\section*{Notes on bent bonds in acetylene: overlap and the sp$^5$ count}

The usual count says that the three bent bonds of acetylene use sp$^5$ hybrids at $101.5^\circ$. I want to see where that count uses the neglect of C--C overlap, and what changes when I keep it.

\subsection*{Set-up and the part that needs no assumption}

The carbons are A and B. On each, $z$ points at the partner; $x$ and $y$ are common to both. The basis is minimal and real. The hybrid along the bond is $h=\sqrt{f}\,s+\sqrt{1-f}\,p_z$, with $f=1/2$ for sp. The normalised bond orbitals are
\begin{equation}
\sigma=\frac{h_A+h_B}{\sqrt{2(1+S_\sigma)}},\qquad
\pi_x=\frac{p_{xA}+p_{xB}}{\sqrt{2(1+S_\pi)}},
\label{mo}
\end{equation}
and likewise $\pi_y$, with $S_\sigma=\langle h_A|h_B\rangle$ and $S_\pi=\langle p_{xA}|p_{xB}\rangle$. Symmetry about the axis makes $\sigma,\pi_x,\pi_y$ orthogonal whatever the overlaps are. The bent bonds are
\begin{equation}
b_k=\frac{1}{\sqrt3}\,\sigma+\sqrt{\frac23}\,(\cos\phi_k\,\pi_x+\sin\phi_k\,\pi_y),\qquad \phi_k=\phi_0+\frac{2\pi k}{3},\quad k=0,1,2,
\label{ban}
\end{equation}
with $\phi_0$ free. Their mutual overlap is $\frac13+\frac23\cos 120^\circ=0$, so the transformation is orthogonal, its determinant is $+1$, and the closed-shell Slater determinant is unchanged. The Fock operator is diagonal in $\sigma,\pi_x,\pi_y$ by the same symmetry, so
\begin{equation}
F_{kk}=\frac{\varepsilon_\sigma+2\varepsilon_\pi}{3},\qquad
F_{kl}=\frac{\varepsilon_\sigma-\varepsilon_\pi}{3}\quad(k\neq l).
\label{fock}
\end{equation}
Here $\varepsilon_\sigma=\langle\sigma|F|\sigma\rangle$ belongs to the localised C--C orbital, which also couples to the C--H bonds, so it is not a canonical orbital energy. Nothing so far depends on the overlaps.

\subsection*{Where the assumption enters}

To get sp$^5$ one reads Eq.~(\ref{ban}) atom by atom, replacing $\sigma$ by $h_A$ and $\pi_x,\pi_y$ by $p_{xA},p_{yA}$ with the same coefficients. The s share is then $f/3=1/6$. Writing a hybrid as sp$^n$, with $n$ the ratio of p weight to s weight, gives $n=5$, and Coulson's relation for two equivalent orthogonal hybrids, $\cos\theta=-1/n$, gives $101.5^\circ$. The replacement is legitimate only if the two normalisation factors in Eq.~(\ref{mo}) are equal. The assumption is thus $S_\sigma=S_\pi$; zero overlap is the special case one normally has in mind.

\subsection*{Dropping it}

Inserting Eq.~(\ref{mo}) in Eq.~(\ref{ban}), the part of $b_k$ on A has weight $1/[6(1+S_\sigma)]$ on $h_A$ and $2/[6(1+S_\pi)]$ on $p_{\phi_k}=\cos\phi_k\,p_x+\sin\phi_k\,p_y$. Normalised on the atom,
\begin{equation}
g_k=\sqrt{w}\,h+\sqrt{1-w}\;p_{\phi_k},\qquad
w=\frac{1}{1+2r},\qquad r=\frac{1+S_\sigma}{1+S_\pi}.
\end{equation}
I take the direction of a hybrid to be that of its p vector, which has the component $\sqrt{w(1-f)}$ along $z$ and $\sqrt{1-w}$ across it. Let $\chi$ be its tilt from the C--C axis and $\theta$ the angle between two such vectors. Their scalar product is $w(1-f)-\frac12(1-w)$ and their squared length $1-fw$. Multiplying through by $1+2r$,
\begin{equation}
n=\frac{1+2r-f}{f},\qquad \tan^2\chi=\frac{2r}{1-f},\qquad
\cos\theta=\frac{1-f-r}{1+2r-f},
\label{gen}
\end{equation}
and the one-centre overlap of two hybrids is
\begin{equation}
\langle g_k|g_l\rangle=w-\tfrac12(1-w)=\frac{1-r}{1+2r}.
\end{equation}
For $f=1/2$ I put $r=1+\delta$, so that $\delta=(S_\sigma-S_\pi)/(1+S_\pi)$:
\begin{align}
fw&=\frac{1}{6+4\delta}=\frac16\Big(1-\frac{2\delta}{3}+\dots\Big), & n&=5+4\delta,\\
\cos\theta&=-\frac{1+2\delta}{5+4\delta}=-\frac15-\frac{6\delta}{25}+\dots, &
\langle g_k|g_l\rangle&=-\frac{\delta}{3+2\delta}=-\frac{\delta}{3}+\dots
\end{align}
At $\delta=0$, $\sin\theta=2\sqrt6/5$ and $\tan\chi=2$, which turns these into first-order shifts, in radians,
\begin{equation}
\Delta\theta=\frac{\sqrt6}{10}\,\delta,\qquad \Delta\chi=\frac{\delta}{5}.
\end{equation}
The point I did not expect is the sign. For $\delta>0$ the hybrids lose s character, and Coulson's relation would close the angle towards $90^\circ$. The angle opens instead, towards $120^\circ$ as $r\to\infty$, because $h$ loses weight as a whole and takes $p_z$ along with $s$. Coulson's relation needs orthogonal hybrids, and these are not.

The same algebra for a double bond gives $w=1/(1+r)$ and, with $f=1/3$, $n=2+3r$, against $1+4r$ here. The two agree at $r=1$, with different slopes, so the shared sp$^5$ is itself tied to the assumption.

\subsection*{The complementary choice}

I can insist on the orthogonal sp$^5$ hybrids and form $b_k'\propto (h_A+h_B)/\sqrt3+\sqrt{2/3}\,(p_{\phi_kA}+p_{\phi_kB})$. These span the same space, so the determinant changes only by a normalisation factor. In units of $2(1+S_\pi)/3$ the squared norm is $r+2$ and the cross term $r-1$, so for normalised $b'_k$
\begin{equation}
\langle b_k'|b_l'\rangle=\frac{r-1}{r+2},\qquad
F'_{kk}=\frac{r\varepsilon_\sigma+2\varepsilon_\pi}{r+2},\qquad
F'_{kl}=\frac{r\varepsilon_\sigma-\varepsilon_\pi}{r+2}.
\end{equation}
Orthogonal bond orbitals, with Eq.~(\ref{fock}), and orthogonal sp$^5$ hybrids can both be had only at $r=1$.

\subsection*{Size for acetylene}

As inputs I take an approximate bond length $R=1.203$~\AA{} and nodeless Slater 2s and 2p functions, not orthogonalised to the core, with the exponent $\zeta=1.625\ a_0^{-1}$ from Slater's rules. Then $R=2.273\,a_0$ and $\rho=\zeta R=3.694$. In prolate spheroidal coordinates, $r_{A,B}=R(\xi\pm\eta)/2$, $z_{A,B}=R(1\pm\xi\eta)/2$ and the volume element is $(R/2)^3(\xi^2-\eta^2)\,d\xi\,d\eta\,d\varphi$. With $s=(\zeta^5/3\pi)^{1/2}re^{-\zeta r}$ and $p_z=(\zeta^5/\pi)^{1/2}ze^{-\zeta r}$, for example,
\begin{equation}
S_{sz}=\frac{\rho^5}{16\sqrt3}\int_1^\infty\! d\xi\,e^{-\rho\xi}\int_{-1}^{1}\! d\eta\,(\xi+\eta)(1-\xi\eta)(\xi^2-\eta^2),
\end{equation}
and the four integrals come out as
\begin{align}
S_{ss}&=e^{-\rho}\big(1+\rho+\tfrac49\rho^2+\tfrac19\rho^3+\tfrac1{45}\rho^4\big)=0.510,\\
S_{sz}&=\tfrac{1}{\sqrt3}e^{-\rho}\big(\tfrac12\rho+\tfrac12\rho^2+\tfrac7{30}\rho^3+\tfrac1{15}\rho^4\big)=0.472,\\
S_{zz}&=e^{-\rho}\big(-1-\rho-\tfrac15\rho^2+\tfrac2{15}\rho^3+\tfrac1{15}\rho^4\big)=0.291,\\
S_{\pi}&=e^{-\rho}\big(1+\rho+\tfrac25\rho^2+\tfrac1{15}\rho^3\big)=0.336.
\end{align}
The hybrid overlap is
\begin{equation}
S_\sigma=fS_{ss}+(1-f)S_{zz}+2\sqrt{f(1-f)}\,S_{sz},
\end{equation}
which is $0.872$ for sp, so $r=1.401$ and $\delta=0.401$. Linearising in the overlaps themselves would give $\delta\approx S_\sigma-S_\pi=0.54$, too large by the factor $1+S_\pi$, so I expand in $\delta$ only.

\begin{center}
\begin{tabular}{lccc}
\hline
 & $\delta=0$ & first order & full\\
\hline
s share $fw$ & 0.17 & 0.12 & 0.13\\
$n$ & 5 & 6.6 & 6.6\\
$\chi$ (deg) & 63.4 & 68.0 & 67.1\\
$\theta$ (deg) & 101.5 & 107.2 & 105.8\\
$\langle g_k|g_l\rangle$ & 0 & $-0.13$ & $-0.11$\\
\hline
\end{tabular}
\end{center}

The s share drops by 21\%, where first order says 27\%; the series is geometric in $2\delta/3$, so the overshoot is expected. The angle opens by $4.3^\circ$, while Coulson's relation applied to this $n$ gives $98.7^\circ$, a move in the wrong direction. In the complementary choice the bonds overlap by $0.12$, and $\varepsilon_\sigma$ carries the weight $0.41$ in the diagonal element in place of one third.

\subsection*{What competes with this correction}

The exponent matters little: contracting it to $1.72\ a_0^{-1}$ gives $r=1.42$.

The value of $f$ matters more. The orbital $\sigma$ of Eq.~(\ref{mo}) is not orthogonal to the C--H bonds, and adding multiples of them to $\sigma$ leaves the determinant alone, so $f$ depends on how I localise. For an order of magnitude I let the bare outward hybrid $h'=(s-p_z)/\sqrt2$ stand for the C--H bond, which ignores the hydrogen. Since $\langle h_A|h'_B\rangle=(S_{ss}-S_{zz})/2$ and $\langle h_B|h'_B\rangle=0$, symmetric orthogonalisation at first order subtracts half the overlap and turns $h$ into $h+\epsilon h'$ on each atom, with $\epsilon=-(S_{ss}-S_{zz})/4=-0.055$. The new s share is $(1+\epsilon)^2/[2(1+\epsilon^2)]\approx\frac12+\epsilon$. So I scan $f$ by $\pm0.05$ in Eq.~(\ref{gen}). At $f=0.45$, $r=1.39$, $fw=0.12$, $\theta=104.6^\circ$; at $f=0.55$, $r=1.41$, $fw=0.14$, $\theta=107.1^\circ$. The ratio $r$ hardly moves, but the shift either way is about a third of the overlap correction. I therefore trust the s share to about one unit in the second decimal and $\theta$ to about a degree.

The definition of s character matters most. The share $fw$ comes from coefficients on one atom. A Mulliken gross population, $c_\mu(\mathbf{Sc})_\mu$ summed over the two s functions, behaves differently: $\mathbf S$ does not connect $\sigma$-type to $\pi$-type functions, so the s population of $b_k$ is exactly one third of that of $\sigma$. Per electron, the latter is
\begin{equation}
q_s(\sigma)=\frac{f(1+S_{ss})+\sqrt{f(1-f)}\,S_{sz}}{1+S_\sigma}=0.53
\end{equation}
for sp, and $q_s(b_k)=0.18$, slightly above $1/6$. Division by the bond order survives for populations; it fails for the coefficients, and the coefficients fix the directions.

None of these shares or angles is observable, since the determinant, and with it the density and the energy, is the same in every version. What the overlap changes is the labelling: for orthonormal bent bonds in this basis, the carbon hybrids are between sp$^6$ and sp$^7$, about $106^\circ$ apart, and overlap one another by about $-0.1$.